## Reading the pressure of a borrowed crystal cell

Zinc sulfide can be calculated with many treatments of electron exchange and correlation, and each has its own preferred distance between zinc and sulfur. Here the atoms are held fixed in one cubic cell whose size was optimised with another density functional, r2SCAN. The table lists how hard the crystal pushes against that cell under five methods.

Hybrid-functional DFT and Hartree-Fock calculations with Ansatz 0.2.0 for cubic ZnS (F-43m), with cell and atoms fixed at the r2SCAN geometry. All runs are spin-unpolarised and use plane waves with PAW potentials, a 420 eV cutoff and a 6×6×6 k mesh for the two-atom cell. Pressure and stress are positive in compression and rounded to 0.1 GPa.

```
  functional  pressure (GPa)  stress xx (GPa)  stress yy (GPa)  stress zz (GPa)
    DDH-PBE0           1.700            1.700            1.700            1.700
       HSE06           1.600            1.600            1.600            1.600
Hartree-Fock           9.400            9.400            9.400            9.400
     LC-wPBE          -2.100           -2.100           -2.100           -2.100
        PBE0           1.400            1.400            1.400            1.400
```

### 1. What does a pressure mean when nobody squeezes the crystal?

It measures a disagreement about size. A positive pressure means that the method finds the cell too small and would expand it; a negative one means that it would shrink it. Taken at face value, four methods want a larger cell than r2SCAN does, Hartree-Fock by far the most, and only LC-wPBE wants a smaller one.

The columns stress xx, stress yy and stress zz give the push along the three cube axes. They are equal in every row because the three axes of a cubic crystal are equivalent. They therefore repeat the pressure and don't confirm it.

### 2. How much larger would the Hartree-Fock crystal be?

The pressure $P$ can be turned into a length if the stiffness is known. The Murnaghan equation describes a solid that stiffens as it is compressed:

$$P=\frac{B}{B'}\left[\left(\frac{V_0}{V}\right)^{B'}-1\right].$$

Here $V$ is the volume of the fixed cell, $V_0$ the volume at which the pressure vanishes, $B$ the bulk modulus at $V_0$, and $B'$ its change with pressure. Solved for the cube edge, with $a_0$ the preferred and $a$ the fixed edge, it reads

$$\frac{a_0}{a}=\left(1+\frac{B'P}{B}\right)^{1/(3B')}.$$

For ZnS, $B\approx77$ GPa and $B'\approx4.5$ are rough recalled values, not adjusted to any row. With the Hartree-Fock pressure of 9.4 GPa the bracket becomes $1+4.5\times9.4/77\approx1.55$. Its root of order 13.5 is about 1.033, so the edge would grow by some 3 %, or nearly 0.2 Å.

The simpler rule $P/(3B)$, which ignores the change of stiffness, gives 4 % instead. For the other four rows the two formulas nearly agree, at changes of 1 % or less. No cell was relaxed to test these lengths, and Hartree-Fock may have a stiffness of its own, so its value is an estimate of size only.

### 3. Does exact exchange push the crystal apart?

Hartree-Fock treats exchange exactly, so exact exchange is the obvious suspect. PBE0 replaces a quarter of the approximate PBE exchange by the exact form. DDH-PBE0 has the same recipe, but takes as its fraction the inverse of the crystal's electronic dielectric constant. With a rough value of 5.5 for that constant, the fraction is about 0.18. The smaller band gap of DDH-PBE0 in the same runs, 3.4 eV against 4.0 eV for PBE0, agrees with a lower fraction.

If exact exchange alone raised the pressure, a straight line from PBE0 to Hartree-Fock should also describe DDH-PBE0, which wasn't used to draw it. The line predicts 0.7 GPa, below PBE0. The calculation gives 1.7 GPa, above PBE0. The suspect fails this test, and LC-wPBE speaks against it too: it uses fully exact exchange between distant electrons, yet its crystal wants to shrink.

Theory offers a reason for the opposite direction. PBE exchange lowers the energy where the electron density varies steeply, and the density becomes more uneven when atoms move apart. Compared with exchange that depends on the local density alone, this favours a larger cell, and in many semiconductors it overshoots. Replacing part of PBE exchange by the exact form usually takes back some of the excess, so the pressure is expected to fall as long as the description of correlation stays the same. The runs agree with this but don't isolate the cause.

### 4. Then why does Hartree-Fock want so large a cell?

Hartree-Fock leaves out correlation, the way in which electrons avoid one another beyond what exchange requires. The energy gained by this avoidance grows when the electron clouds of neighbouring atoms come closer and overlap more. Correlation thus acts as an inward pull, and a method without it often makes bonds between closed-shell or partly ionic neighbours too long, above all where the ions are large and soft. This fits a crystal in which filled zinc d shells sit next to large, easily polarised sulfur atoms.

The comparison with LC-wPBE shows the scale. Both methods use exact exchange at long range, but their pressures differ by 11.5 GPa. That difference isn't a pure correlation effect, because LC-wPBE also uses approximate exchange at short range.

PBE0 offers a second view. One can continue the small step from DDH-PBE0 to PBE0 until all exchange is exact while PBE correlation is kept. The result lies between about −1 and −3 GPa, depending on whether the dielectric constant is taken as 6 or 5. So long an extrapolation is good for a sign at most, and it starts from a small step that the loose convergence of the stresses could alter. As it stands, the sign is that of LC-wPBE and not that of Hartree-Fock, which is a hint and no proof.

### 5. Why doesn't a huge energy difference give a huge pressure?

The total energy of Hartree-Fock lies 54.5 eV per cell above that of LC-wPBE. Pressure, however, is the slope of energy with volume, $P=-\mathrm{d}E/\mathrm{d}V$, and almost all of this difference stays the same when the size of the cell changes a little.

The part that does change follows from the two pressures. When the volume grows by 1 %, the energy difference falls by only 0.03 eV. This small change is the whole source of the 11.5 GPa. A total energy that is far off can therefore go with a reasonable bond length, and what decides the bond length is how the error changes as the atoms move.

### 6. What would change if the starting cell were 1 % longer?

Every pressure would drop, because a stretched crystal pulls inward. With the same Murnaghan constants, PBE0 would go from 1.4 to about −0.9 GPa, and HSE06 and DDH-PBE0 would also turn negative. Hartree-Fock would still push outward, at roughly 6 GPa. The sign for the three similar hybrids thus depends on a choice of cell that is only 1 % wide.

For this reason the table can't rank the methods by accuracy. A small pressure means agreement with r2SCAN about the cell, and r2SCAN has an error of its own. The point matters in work on strained films: if the cell comes from one method and the stress from another, the disagreement between them appears as film stress. In this table, where no axis is free to relax, the false stress is between 1 and 10 GPa in size; a film that can relax along its normal would keep only part of it. The error is removed by relaxing the unstrained crystal with the method that will later give the stress.

### 7. Which digits can be trusted?

The table shows DDH-PBE0 0.1 GPa above HSE06, but before rounding the difference is only 0.04 GPa. In the cube edge this amounts to about 0.001 Å. The runs warn that their stresses are loosely converged, so these two pressures should be read as equal.

PBE0 lies 0.2 to 0.3 GPa below this pair. The direction fits the argument of question 3, since HSE06 removes exact exchange at long range and DDH-PBE0 uses less of it throughout. The step is small enough, though, that tighter convergence could alter it. Unscreened exact exchange, present in every row but HSE06, also needs a finer mesh of crystal momenta than screened exchange does.

The absolute pressures carry one more uncertainty. A limited set of plane waves adds a false stress, which is likely to be similar in all rows and so cancels largely in differences. The firm results are therefore the wide separations: Hartree-Fock far above the three similar hybrids, and LC-wPBE clearly below them. The output after this text lists the estimated edge changes and the test of the exchange-only line.

The analysis program printed:

```
Unrounded pressure and gap:
           row  pressure_GPa  gap_eV
      DDH-PBE0         1.667   3.415
         HSE06         1.627   3.378
  Hartree-Fock         9.435   10.28
       LC-wPBE        -2.087   8.275
          PBE0         1.394   4.044
Wanted change of edge and pressure in a 1 percent longer cell:
           row  linear_percent  Murnaghan_percent  Murnaghan_A  pressure_longer_cell_GPa
      DDH-PBE0          0.7214             0.6908      0.03722                   -0.6938
         HSE06          0.7042              0.675      0.03637                   -0.7286
  Hartree-Fock           4.085              3.307       0.1782                     6.099
       LC-wPBE         -0.9035             -0.959     -0.05167                    -3.976
          PBE0          0.6033             0.5817      0.03134                   -0.9323
DDH-PBE0 less HSE06 pressure, GPa: 0.03982
the same difference as a change of edge, A: 0.0009289
HSE06 less PBE0 pressure, GPa: 0.233
DDH-PBE0 less PBE0 pressure, GPa: 0.2728
Hartree-Fock less PBE0 pressure, GPa: 8.042
Hartree-Fock less LC-wPBE pressure, GPa: 11.52
assumed exact-exchange fraction of DDH-PBE0: 0.1818
exchange-only line, predicted DDH-PBE0 pressure, GPa: 0.6627
exchange-only line, prediction less computed, GPa: -1.004
step continued to full exact exchange, dielectric constant 5, GPa: -2.698
step continued to full exact exchange, dielectric constant 6, GPa: -1.061
Hartree-Fock less LC-wPBE total energy per cell, eV: 54.52
fall of that energy difference when the volume grows 1 percent, eV: 0.02812
```
